**Q:** I have an SnSe₂ sheet clamped along y, and I can stretch or squeeze it along x. The stretched rows are computed. Can they tell me what squeezing does to the gap?

Band gap and energy of a 1T SnSe₂ monolayer under in-plane strain, computed with Ansatz 0.2.0 (plane-wave PAW, r2SCAN with spin–orbit coupling, 500 eV cutoff, 12×12×1 k mesh). The unstrained cell, and the atoms at each strain, were relaxed with r2SCAN alone. Strain is per length, uniaxial x holds y fixed, and changes are relative to the unstrained sheet.

```
strain kind  strain (%)  band gap (eV)  band gap change (eV)  energy rise per atom (meV)
hydrostatic          -4          0.860                -0.247                        40.4
hydrostatic          -3          0.930                -0.176                        22.1
hydrostatic          -2          0.994                -0.113                         9.6
hydrostatic          -1          1.050                -0.056                         2.4
hydrostatic           1          1.156                 0.050                         2.1
hydrostatic           2          1.190                 0.084                         8.4
hydrostatic           3          1.216                 0.109                        18.4
hydrostatic           4          1.234                 0.128                        31.9
 uniaxial x          -4              ?                     ?                           ?
 uniaxial x          -3              ?                     ?                           ?
 uniaxial x          -2              ?                     ?                           ?
 uniaxial x          -1              ?                     ?                           ?
 uniaxial x           1          1.083                -0.023                         0.8
 uniaxial x           2          1.046                -0.060                         3.3
 uniaxial x           3          1.012                -0.094                         7.3
 uniaxial x           4          0.983                -0.123                        12.7
```

**A:** Partly, if you read two kinds of row together. The rows called hydrostatic are equal strain along x and y, with no pressure on the faces. At +2 % of that strain the gap rises by 0.084 eV, yet at +4 % along x alone it falls by 0.123 eV. Both have the same mean in-plane strain, so the change of shape must matter.

**Q:** Why should a change of shape close the gap?

**A:** It splits levels that symmetry had kept equal, and can push close levels further apart. The gap runs from the highest filled level to the lowest empty one, so splitting either group narrows it, whichever way you strain. Silicon is a simpler case: strain along a cube axis splits its equivalent conduction valleys, and for either sign some go down relative to their average. Only that rule carries over, not silicon's number of valleys or its shifts.

**Q:** Then squeezing and stretching cost the same?

**A:** They would if the valence top alone set the cost. I take it to be the upper of two levels at Γ that spin–orbit coupling already parts. A change of shape should then push it up by about the same amount for either sign. I also assume that the valence top stays at Γ. The conduction bottom lies at M, and there are three such valleys. To first order a change of shape leaves their average alone, so one valley moves by two units and the other two by one unit the opposite way. If the single valley is lowest in tension, squeezing brings down the pair instead, at half the cost.

**Q:** How do you know which valley is lowest?

**A:** I can only argue it. The conduction bottom is taken as antibonding between Sn s and Se p, so it falls when that coupling weakens. A crude bond count, with a lattice vector assumed along x, weakens it most at the single valley in tension. Squeezing should then cost between half and all of the tension value, and I take three quarters.

**Q:** Show me one case.

**A:** Take −4 %. Its mean-strain part is the change at −2 % equal strain, −0.113 eV. The splitting cost comes from the +4 % row: $0.084-(-0.123)=0.207$ eV. The forecast is

$$-0.113-0.75\times0.207\approx-0.268\ \text{eV}.$$

For the energy I continue a square and a cubic term fitted to the four x-tension rows.

| Strain along x | Gap change (eV) | Range (eV) | Energy rise (meV per atom) |
|---|---|---|---|
| −1 % | −0.064 | −0.052 to −0.076 | 0.9 ± 0.1 |
| −2 % | −0.139 | −0.111 to −0.166 | 3.5 ± 0.2 |
| −3 % | −0.205 | −0.165 to −0.246 | 8.1 ± 0.5 |
| −4 % | −0.268 | −0.217 to −0.320 | 14.7 ± 1.0 |

So the gap should fall under squeezing too, and faster than under stretching. In squeezing the mean strain and the splitting both close the gap, while in stretching the mean strain offsets part of the splitting cost. If I have the valley order wrong, it falls further than these ranges allow.

**Q:** Let's see the computed rows.

The withheld rows as computed:

```
strain kind  strain (%)  band gap (eV)  band gap change (eV)  energy rise per atom (meV)
 uniaxial x          -4          0.812                -0.295                        16.2
 uniaxial x          -3          0.899                -0.207                         8.9
 uniaxial x          -2          0.981                -0.126                         3.9
 uniaxial x          -1          1.052                -0.054                         1.0
```

**A:** All four gap changes lie inside their ranges, though the one at −1 % only just does. At −4 % the gap falls by 0.295 eV, which is 0.027 eV more than forecast. At −1 and −2 % it falls about 0.01 eV less than forecast. The output below lists every miss.

**Q:** So the valley picture is right?

**A:** For the conduction bottom, largely. The band edges of the runs put it at the single M valley in every stretched row, and at one of the pair in every squeezed row. At −1 % the splitting costs 0.55 of its tension value, close to the half expected if the conduction valleys alone set the cost. That figure rests on small differences from an unstrained cell whose run carries a warning about its potential in thin density. Six of the strained rows carry it too, among them the −1 % row along x and the equal-strain rows at −1 and +1 % used here.

At larger strain my assumption about the valence top fails. To see it, compare each x-strained run with the equal-strain run of the same mean strain, taking their energy zeros as common. At 4 % the conduction bottom falls by 0.160 eV in tension and 0.101 eV in compression, roughly as the valleys ask. The valence top rises by 0.047 eV in tension but by 0.081 eV in compression, where I had expected equal costs. At 2 % the two are still equal, 0.020 eV each.

The reason is probably that the valence top has left Γ. From 2 % on it lies on or near a line from Γ to an M point: the single one in compression, one of the pair in tension. Such side maxima should split like valleys too. Under equal strain the top is at Γ up to +1 % and off Γ from +2 %. In compression the side maximum therefore starts below Γ and must climb past it first, which would explain why its larger share shows only beyond 2 %. From −2 to −4 % the top was found at one extra point off the mesh, taken from a PBE search. That point lowers the gap by about 0.01 eV, and the true top may lie slightly higher still. Squeezing then pays the small share in the conduction band and the large share in the valence band, so its total cost comes close to that of stretching.

**Q:** And the energy?

**A:** That forecast was too low in all four rows. It missed its bar at −2, −3 and −4 %. At −1 % the computed value sits on the edge of the rounded bar and outside the unrounded one. At −4 % the computed rise is 16.2 meV per atom, about 10 % above my value.

One likely fault is a missing linear term. Half the difference between squeezing and stretching is $(16.2-12.7)/2=1.75$ meV at 4 % and $(3.9-3.3)/2=0.3$ meV at 2 %. A purely cubic term would make that ratio 8, but it is about 6. A small stress left in the starting cell could lower it, and the cell was relaxed without the spin–orbit coupling used here. The equal-strain rows point the same way: half their difference is $(2.4-2.1)/2=0.15$ meV at 1 %, while cubic scaling from $(40.4-31.9)/2=4.25$ meV at 4 % would give only 0.07 meV. They support a linear term, though its origin has not been tested. Two terms fitted to four rounded values on one side of zero are also a weak guide to the other side.

**Q:** What should I remember at the clamp?

**A:** Within ±4 %, straining this sheet along x alone lowers its gap in either direction, and squeezing lowers it more. To raise the gap, stretch it equally along x and y. For another sheet with several equivalent valleys, first find the effect of equal strain, then subtract a splitting cost for either sign. Check where both band edges lie at each strain, because either can have valleys, and their order helps decide which sign costs more. Gaps from r2SCAN tend to be too small, so rely on the direction of the changes more than on the gaps themselves.

Output of the analysis:

```
fit of energy_rise_per_atom on 12 rows: coefficient of b2 2.257 +/- 0.0027, coefficient of b3 -0.06685 +/- 0.00074, coefficient of u2 0.8561 +/- 0.025, coefficient of u3 -0.0155 +/- 0.0068; rms 0.0594, worst hydrostatic 0.106, leave-one-out rms 0.118
  rows outside the fit (model, value, miss): uniaxial x 14.69, 16.2, -1.51; uniaxial x 8.123, 8.9, -0.777; uniaxial x 3.548, 3.9, -0.352; uniaxial x 0.8716, 1, -0.128
Forecast and computed (gap changes in eV, energies in meV per atom):
          row  strain %  mean-strain part  splitting cost  smallest fall  forecast  largest fall  computed        miss  cost factor found  energy forecast  energy bar
  hydrostatic        -4            -0.247               0         -0.247    -0.247        -0.247    -0.247           0                  0            40.39       1.042
  hydrostatic        -3            -0.176               0         -0.176    -0.176        -0.176    -0.176           0                  0            22.12      0.4686
  hydrostatic        -2            -0.113               0         -0.113    -0.113        -0.113    -0.113           0                  0            9.562       0.174
  hydrostatic        -1            -0.056               0         -0.056    -0.056        -0.056    -0.056           0                  0            2.324      0.0655
  hydrostatic         1              0.05               0           0.05      0.05          0.05      0.05           0                  0             2.19      0.0655
  hydrostatic         2             0.084               0          0.084     0.084         0.084     0.084           0                  0            8.492       0.174
  hydrostatic         3             0.109               0          0.109     0.109         0.109     0.109           0                  0            18.51      0.4686
  hydrostatic         4             0.128               0          0.128     0.128         0.128     0.128           0                  0            31.83       1.042
   uniaxial x        -4            -0.113           0.207        -0.2165   -0.2682         -0.32    -0.295     0.02675             0.8792            14.69       1.042
   uniaxial x        -3           -0.0845           0.161         -0.165   -0.2052       -0.2455    -0.207     0.00175             0.7609            8.123      0.4686
   uniaxial x        -2            -0.056            0.11         -0.111   -0.1385        -0.166    -0.126     -0.0125             0.6364            3.548       0.174
   uniaxial x        -1          -0.02725         0.04875       -0.05163  -0.06381        -0.076    -0.054   -0.009812             0.5487           0.8716      0.0655
   uniaxial x         1           0.02575         0.04875         -0.023    -0.023        -0.023    -0.023           0                  1           0.8406      0.0655
   uniaxial x         2              0.05            0.11          -0.06     -0.06         -0.06     -0.06           0                  1              3.3       0.174
   uniaxial x         3             0.067           0.161         -0.094    -0.094        -0.094    -0.094           0                  1            7.286      0.4686
   uniaxial x         4             0.084           0.207         -0.123    -0.123        -0.123    -0.123  -1.388e-17                  1            12.71       1.042
Smallest splitting cost per 1 % of x tension (eV): 0.04875
Largest splitting cost per 1 % of x tension (eV): 0.055
Crude change of squared coupling at the single M valley for 1 % x tension (%): -1.966
Crude change of squared coupling at the two other M valleys for 1 % x tension (%): -0.6566
```
